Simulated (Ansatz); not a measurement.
Re: free energy error per atom as smearing width varies

Results calculated with Ansatz 0.2.0, not measured. Plane-wave density functional theory, scalar-relativistic PAW datasets made under PBE, Gamma-centred meshes; one setting moves on a fixed relaxed cell, energies count from the zero-width extrapolation of the reference run, pressure is Pulay-corrected at fixed cutoff and positive in compression.

Structure of every row (space group P6_3/mmc, No. 194):
```
CELL_PARAMETERS angstrom
2.73920 0.00000 0.00000
-1.36960 2.37220 0.00000
0.00000 0.00000 4.41190
ATOMIC_POSITIONS crystal
Re 0.33333 0.66667 0.25000
Re 0.66667 0.33333 0.75000
```

Settings of every row: spin polarised no; functional LDA; wave cutoff 420 eV; k mesh 13x13x7; smearing method gaussian; reference k mesh 13x13x7; reference smearing width 0.1 eV; reference wave cutoff 420 eV; reference smearing method fermi_dirac; swept setting smearing; valence electrons per atom 15.

Atom starting moment: 0 on all atoms.

Limits: settings are moved on purpose, so some rows are far from converged; no spin-orbit coupling, which can matter with elements this heavy.

```csv
row,smearing width (eV),free energy error per atom (meV),zero smearing energy error per atom (meV),pressure (GPa)
1,0.01,-0.34,-0.31,-0.33
2,0.03,-0.51,-0.33,-0.32
3,0.1,-2.25,-0.41,-0.23
4,0.2,?,?,?
5,0.3,-16.97,0.41,0.08
```

Question: what free energy error per atom should row 4 give?

Worked fit of free energy error per atom. Smearing changes a smooth quantity, to lowest order, with the square of the width, so take w² in eV². The shown rows have w² = 0.0001, 0.0009, 0.01, 0.09. Their means are 0.02525 and -5.018 meV; the sums about the means are S_tt = 0.005651 and S_ty = -1.044, whose ratio is the slope. Least squares give free energy error per atom = −0.354 − 184.68 × w² meV. The rows lie off it by 0.03, 0.01, -0.05, 0.01 (root mean square 0.03 meV). The constant, -0.354 meV, estimates the value at zero width. The withheld row has w² = 0.04, so the fit gives −0.354 − 184.68 × (0.04) = -7.74 meV.

The calculation gave -7.63 meV. The fit lies 0.11 meV (1.4 % of the value, 0.66 % of the column's range) below it; its largest miss of a shown row is 0.05 meV.

The other values of row 4: zero smearing energy error per atom -0.43 meV; pressure -0.1 GPa.
